A vibration of 100 cm⁻¹ has a quantum of about 12 meV, roughly half the thermal energy at room temperature. Heavy atoms on moderately stiff bonds vibrate on this scale. Bi2Te3 is a stack of flat atomic layers, five to a block in the order Te–Bi–Te–Bi–Te, with a wider gap between blocks. The phonon q row is 1 throughout: it marks one wave vector, the zone centre, where all periodic copies of an atom move in step. Each atomic layer therefore moves as a rigid sheet, and this picture explains most of what follows.

Zone-centre (q = 0) phonon frequencies of Bi2Te3 (R-3m, 5-atom cell), computed with GPAW 26.7.0 using LDA, PAW data sets (gpaw-data 1.2.1), a dzp atomic-orbital basis and a 0.16 Å grid, without spin–orbit coupling. The k mesh is 5×5×5, with Fermi–Dirac smearing of 0.05 eV. The atoms were relaxed in a fixed cell, then displaced by 0.02 Å to obtain the forces.

```
row  phonon q row (row)  phonon frequency (cm⁻¹)
  1                   1                     0.00
  2                   1                     0.00
  3                   1                     0.00
  4                   1                    48.60
  5                   1                    48.60
  6                   1                    82.80
  7                   1                    82.80
  8                   1                    90.80
  9                   1                    98.70
 10                   1                   108.70
 11                   1                   108.70
 12                   1                   117.20
 13                   1                   117.20
 14                   1                   157.20
 15                   1                   173.70
```

Rows 1 to 3. Why are three frequencies zero?

Five atoms with three directions each give fifteen modes. In three of them all sheets move together, so no distance changes and no force pulls them back. The zeros follow from this freedom of translation, which was probably imposed on the computed forces. They are therefore no measure of the noise in the other twelve modes.

Rows 4 to 7. Why do these frequencies come in equal pairs?

Every atom lies on a threefold axis along the layer normal. Turning the crystal by a third of a turn changes a sideways motion into another sideways motion of the same frequency. Two independent sideways directions thus share each level, as at 48.6 and 82.8 cm⁻¹. In a pair the sheets slide over each other. The equality tests symmetry, not accuracy: a wrong force that respects the axis gives equally perfect pairs.

Rows 8 and 9. What is different about a single mode, and which digits can be trusted?

A motion along the normal is unchanged by the turn and has no partner. In a single mode the sheets approach and part instead of sliding. The two singles here lie 7.9 cm⁻¹ apart, and their order should not be relied on. The lowest single is measured near 62 cm⁻¹ (a rough, recalled figure), against 90.8 cm⁻¹ here, so the error is several times the spacing.

The highest single, in row 15, is also too high, by about 34 % of a rough recalled 130 cm⁻¹, while the lowest exceeds its measured value by about 46 %. Two rough values cannot show whether one common scale factor would repair the whole table. Since force constants go as frequency squared, an excess of 46 % means forces about twice too stiff for the same motion. The decimals in the table are thus numerical detail; even the first digit of a frequency can be wrong.

The source of this excess is untested. Spin–orbit coupling is left out although it matters for the bonding of such heavy atoms, and the program warns of unreliable results for the very skewed cell used on its grid. The structure may contribute too, because the atoms were relaxed in a fixed cell and the gap between blocks opened to 2.87 Å, against roughly 2.6 Å measured. This leaves the blocks thinner and their bonds shorter, which would stiffen them. The coarse k mesh, the small orbital basis and false forces that depend on where an atom sits on the grid are further suspects. The functional should not be blamed before these points are settled.

Rows 10 to 13. What would change if the long-range electric field of polar modes were included?

Each atom of the central Te layer is a centre of inversion. In half of the optical levels this layer stays at rest while the two sides of the block move oppositely, so their dipoles cancel. In the other half, two pairs and two singles, a net dipole can build up. A long wave travelling along that dipole creates an electric field that pulls the charges back and raises the frequency.

The calculation omits this rise, known as LO–TO splitting. For a wave running along the layers, one member of a polar pair would move up and leave its partner behind. For a wave running along the normal, the pairs would stay equal and the polar singles would rise. The non-polar levels would keep their values in either case.

Rows 14 and 15. Why do the two highest modes move along the normal?

The whole set of levels answers this better than two rows, because rows 8 and 9 are singles that lie below some pairs. Let ω be a frequency, mᵢ the mass of atom i, and Kᵢ the force per displacement that pulls this atom's sheet back when it alone is moved. For each direction, mechanics gives

Σ ω² = Σ Kᵢ/mᵢ

The sum on the left needs no knowledge of which atoms move in which mode. The root mean square frequency is 135 cm⁻¹ for the singles and 93 cm⁻¹ for the pairs. The ratio of the squares is 2.1, so in this calculation the sheets resist approach about twice as strongly as sliding.

The simplest explanation would be springs along the Bi–Te bonds. A bond standing upright would resist only approach, and a bond lying flat only sliding. For a bond with height h and sideways offset r, averaged over the three bonds around the axis, the ratio of the two stiffnesses is

K(normal)/K(in plane) = 2h²/r²

The longer Bi–Te bond is the steeper one. Its height follows from the relaxed coordinate of Bi, 0.3973 along each of the three cell vectors, which each rise by 10.17 Å along the normal. The cell also gives r = 2.53 Å:

h = (0.3973 − 0.3333) × 3 × 10.17 Å = 1.95 Å
2h²/r² = 2 × 1.95²/2.53² = 1.19

The shorter bond gives 0.90. Any mixture of the two springs must lie between these limits, whatever their strengths, and the masses do not alter the bounds. No choice of spring constants can rescue the model: it reaches at most 1.19 where the table demands 2.1. As the printed output after this text shows, with all Bi–Te springs taken as equal, springs across the gap could close the difference only if each were about eleven times as strong as a Bi–Te spring, which is implausible for the weak contact between blocks.

Something beyond nearest-neighbour springs must therefore act in this calculation. Forces between more distant layers are a candidate: the shortest lines between their atoms are steeper than the bonds, so springs along these lines would resist approach more than sliding. Forces that depend on the angles between bonds are another candidate, and numerical errors in the forces may also contribute. The electric field of long polar waves is no candidate, because the calculation omits it. None of the candidates has been tested.

The error found at rows 8 and 9 matters here as well. If the singles alone were lowered by 25 %, the ratio would fall to the limit of the spring model, and an error of that size is present. The failure of the springs is thus established for the computed forces, but not for the real crystal.

All optical rows. What would happen if selenium replaced tellurium?

Take the limiting cases first, with all force constants kept. A mode in which only Bi moves would not change. A mode in which only Te moves would rise by the square root of the mass ratio, a factor of 1.27. Every other mode must lie between these limits.

The average shift can be found without knowing the motions. Let M be the total mass of the five atoms, and let a prime mark the values after the exchange. For the four optical levels of one direction,

Π(ω′/ω)² = (M′/M) × (m(Te)/m(Se))³

The power of three counts the replaced atoms; the factor M′/M takes out the translation, which stays at zero. The geometric mean frequency rises by 17 %, equally for sliding and for approach, because mass has no direction. Replacing Bi by Sb instead would raise it by 11 %. Real substitution also changes bond lengths and forces, so these figures isolate the effect of mass alone.

All optical rows again. Is anything here useful for a device despite the poor frequencies?

Bi2Te3 serves in small thermoelectric coolers, for example under laser diodes and sensors. How fast such a part changes temperature depends on its heat capacity. A mode has nearly its full classical heat capacity once its quantum is smaller than the thermal energy, which at 300 K corresponds to 209 cm⁻¹. All rows lie below this value.

On average the twelve optical modes reach 98 % of the classical heat capacity. Lowering all their frequencies by 30 % would change this only to 99 %, because the classical limit no longer depends on frequency. This result survives the error in the forces. Lattice waves away from the zone centre also store heat; they were not computed here, but are expected to be nearly classical too. The heat conduction of the cooler does not follow from these figures, since that depends on how fast and how far the lattice waves travel.

The analysis program printed:

```
optical modes, number: 12
smallest spacing of different optical levels, 1/cm: 7.9
rms frequency of singles (along layer normal), 1/cm: 135
rms frequency of pairs (in plane), 1/cm: 93.23
ratio of summed squared frequencies, normal to in-plane: 2.096
short and long Bi-Te bond difference, angstrom: 0.1484
height of the gap between Te planes, angstrom: 2.871
spring-model ratio with short bonds only: 0.8979
spring-model ratio with long bonds only (upper bound): 1.187
gap spring needed to reach the ratio, in units of a Bi-Te spring: 10.84
lowering of singles alone that would remove the conflict, percent: 24.74
geometric-mean factor, Se mass for all Te: 1.167
largest possible factor for any mode, Se mass for all Te: 1.271
geometric-mean factor, Sb mass for all Bi: 1.11
excess of lowest single over rough recalled measurement, percent: 46.45
excess of highest single over rough recalled measurement, percent: 33.62
thermal energy at 300 K, 1/cm: 208.5
mean heat capacity of listed optical modes at 300 K, percent of classical: 97.77
same with all frequencies lowered by 30 percent, percent of classical: 98.9
```
